A scanning tunnelling image at a given bias maps the density of the electron states that lie between the Fermi level and the energy set by that bias. Here this density was computed by density functional theory for a thin slab of unreconstructed Pt(110), on a plane 4 Å above the topmost nucleus, with the tip treated as a simple s orbital. "Log10 mean density" is the logarithm of its average over the plane, and "bright over dark" compares its largest and smallest values there. "Corrugation" is the height by which a tip rises and falls when it follows a constant density. The "apparent barrier" translates the decay of the mean density with height into the energy barrier that would cause it.

Scalar-relativistic PBEsol plane-wave PAW calculations with Ansatz 0.2.0 for an eight-layer Pt(110) slab, without spin polarization (cutoff 420 eV, 18 × 13 × 1 k mesh, Gaussian smearing 0.1 eV). Sample bias is counted from the Fermi level. Values refer to the plane 4 Å above the topmost nucleus, whose mean density is the set point for the corrugation.

| bias (V) | log10 mean density (log10 of e/angstrom^3) | bright over dark | corrugation (Å) | brightest over | apparent barrier at 4 angstrom (eV) |
| --- | --- | --- | --- | --- | --- |
| -2.000 | -4.603 | 1.802 | 0.229 | Pt | 6.641 |
| -1.000 | -4.708 | 1.897 | 0.255 | Pt | 6.345 |
| -0.500 | -4.838 | 1.950 | 0.271 | Pt | 6.105 |
| -0.250 | -4.962 | 2.036 | 0.295 | Pt | 5.911 |
| 0.250 | -5.160 | 1.897 | 0.264 | Pt | 5.831 |
| 0.500 | -4.993 | 1.866 | 0.256 | Pt | 5.901 |
| 1.000 | -4.893 | 1.844 | 0.249 | Pt | 5.989 |
| 1.500 | -4.269 | 1.533 | 0.196 | Pt | 4.688 |

Negative bias shows filled states and positive bias empty ones. The top-row atoms are bright and the second-layer atoms dark at every bias, so the contrast never reverses. What changes is its strength: the corrugation is largest at −0.25 V and shrinks towards −2 V. On the empty side it hardly moves up to +1 V and then drops at +1.5 V, where the image also becomes much brighter and the apparent barrier falls by more than 1 eV.

The key to these changes is that each row contains the states of the rows between it and the Fermi level. Subtracting neighbouring rows on the same side of zero therefore isolates the slice of states that one step in bias adds. The step from +1 to +1.5 V adds only 1.4 states per cell to the 6.2 already counted, yet the mean density rises 4.2-fold. The new states are not numerous, but on average they reach much farther into the vacuum.

How far a state reaches depends on the energy left for motion away from the surface. An electron at energy E above the Fermi level lies Φ − E below the vacuum level, where Φ is the work function. If its wave also varies along the surface, that sideways motion uses up kinetic energy, and the wave must decay faster outwards. For a single wave with parallel wave vector k, the effective barrier is

Φ − E + ħ²k²/2m,

where m is the electron mass and ħ the reduced Planck constant. A state with little parallel momentum thus has the lowest barrier possible at its energy.

The slice between 1 and 1.5 eV can be tested against this expression with no adjustable constant. The work function of the slab is 5.42 eV, so states without parallel momentum should meet barriers between 5.42 − 1.5 = 3.92 eV and 5.42 − 1 = 4.42 eV. The density that this slice adds at 3 and 5 Å decays as if the barrier were 4.28 eV, inside that range. The states that carry most of this density therefore behave as if they had little parallel momentum; others in the slice may contribute hardly anything at these heights.

The slice just below it, from 0.5 to 1 eV, behaves quite differently. Its simple range ends at 4.92 eV, but its density decays with a barrier of 6.3 eV, which points to strong variation along the surface. This contrast explains why the advantage of the higher slice grows with distance: per state it is about 7 times denser at 3 Å and 18 times at 5 Å. The analysis printed after this text gives the same comparison for every slice, and only the one from 1 to 1.5 eV falls within its simple range.

Small parallel momentum would also explain why the image turns flatter. The crystal lattice mixes into every state further waves that vary from atom to atom, and the interference of these waves with the main one makes the pattern of bright and dark. When the main wave is nearly uniform along the surface, the others decay much faster, and the pattern fades with height. When two waves have similar parallel momentum in opposite directions, they decay at similar rates and their pattern survives farther out.

The corrugation at +1.5 V is the outcome of two opposing changes. To keep the density constant, the tip must move by roughly the logarithm of bright over dark divided by the decay constant. From +1 to +1.5 V the logarithm falls by 30% and the decay constant by 12%, which gives 0.70/0.88 ≈ 0.80, close to the computed corrugation drop of 21%. Slower decay alone would have deepened the relief; the flatter density outweighs it.

The size of this jump is less certain than its direction. It rests on a modest number of high-lying levels that were only loosely converged, and a denser mesh of wave vectors or a thicker slab could change their share. The computed exchange-correlation potential is rough in the thin density outside the surface, and the functional lacks the long attractive tail of the true surface potential, so barriers at these heights should not be read to a tenth of an eV. The simple range also assumes that the potential has already reached the vacuum level there; any remaining attraction lowers the barrier and leaves room for some parallel momentum. Whether the states belong to a surface state or to the edge of a bulk band remains open.

Between +0.25 and +1 V the change in corrugation depends on height. It falls from 0.567 to 0.495 Å at 3 Å and only from 0.264 to 0.249 Å at 4 Å, while at 5 Å it is 0.132 Å at both ends. Close to the surface, the pattern of the added states is weaker than that of the states nearer the Fermi level, but it fades more slowly with height. This is what strong parallel momentum should do. It would also explain why the apparent barrier rises slightly over these rows, although the added states lie higher in energy.

On the filled side, the row at −2 V shows the opposite case to +1.5 V: many new states and little new signal. The step from −1 to −2 V adds 11 states per cell but raises the density by only 27%. These states lie deep below the vacuum level, and their effective barrier of 7.8 eV exceeds even the simple estimate for their depth. They crowd the slab, but at 4 Å each adds on average less than a fifth of the density of a state in the slice just below the Fermi level.

They nevertheless weaken the relief. Since the brightest and darkest points stay in place, a falling ratio means that each deeper slice is flatter than the sum of those above it. From −0.25 to −2 V the logarithm of bright over dark falls by 17% while the decay constant rises by 6%, so both changes now act in the same direction and the corrugation shrinks by 22%. A possible reason for the flatter density is that the deeper slices contain a larger share of d states with nodes above the top-row atoms, which would put their density beside the atoms instead of on them; this has not been tested here.

For anyone who reads a work function from the decay of a tunnelling current, the last column carries a warning. One and the same surface gives apparent barriers from 4.7 to 6.6 eV, depending on which states the bias admits. In a real junction the electric field between tip and sample, left out here, would also reshape the barrier, most strongly at high bias. The numbers apply to the unreconstructed surface without spin–orbit coupling, whereas clean Pt(110) normally rearranges into a missing-row structure. There the states, and the biases at which they enter the image, may differ.

Printed output of the fit:

```
Slice added by each row:
    row  inner edge eV  states per cell  states per eV  added density at 4 A in 1e-6 e/A^3  density per state in 1e-6 e/A^3
   -2.0             -1            11.13          11.13                               5.373                           0.4828
   -1.0           -0.5            5.855          11.71                               5.051                           0.8628
   -0.5          -0.25             3.41          13.64                               3.595                            1.054
  -0.25              0            4.171          16.68                               10.91                            2.617
   0.25              0            3.487          13.95                               6.918                            1.984
    0.5           0.25            1.718          6.872                               3.252                            1.893
    1.0            0.5            1.034          2.068                               2.639                            2.552
    1.5              1            1.427          2.855                               41.05                            28.76
Barrier of each slice in eV:
    row  from decay between 3 and 5 A  lowest without parallel momentum  highest without parallel momentum
   -2.0                         7.773                             6.424                              7.424
   -1.0                         7.059                             5.924                              6.424
   -0.5                         6.696                             5.674                              5.924
  -0.25                         5.892                             5.424                              5.674
   0.25                         5.823                             5.174                              5.424
    0.5                         6.036                             4.924                              5.174
    1.0                         6.305                             4.424                              4.924
    1.5                         4.279                             3.924                              4.424
Density per state at 3 A, slice 1 to 1.5 eV over slice 0.5 to 1 eV, ratio: 7.102
Density per state at 4 A, same ratio: 11.27
Density per state at 5 A, same ratio: 17.58
Share of the slice 1 to 1.5 eV in the density at +1.5 V, percent: 76.26
Density at 4 A, +1.5 V over +1 V, ratio: 4.207
Density gain at 4 A from -1 to -2 V, percent: 27.35
Density at 4 A, -0.25 V over +0.25 V, ratio: 1.578
States, -0.25 V over +0.25 V, ratio: 1.196
Change of log bright over dark from +1 to +1.5 V, percent: -30.18
Change of decay constant from +1 to +1.5 V, percent: -11.53
Change of corrugation from +1 to +1.5 V, percent: -21.29
Change of log bright over dark from -0.25 to -2 V, percent: -17.17
Change of decay constant from -0.25 to -2 V, percent: 5.995
Change of corrugation from -0.25 to -2 V, percent: -22.37
Corrugation at 5 A for +0.25, +0.5 and +1 V, angstrom: 0.1316, 0.1293, 0.1323
```
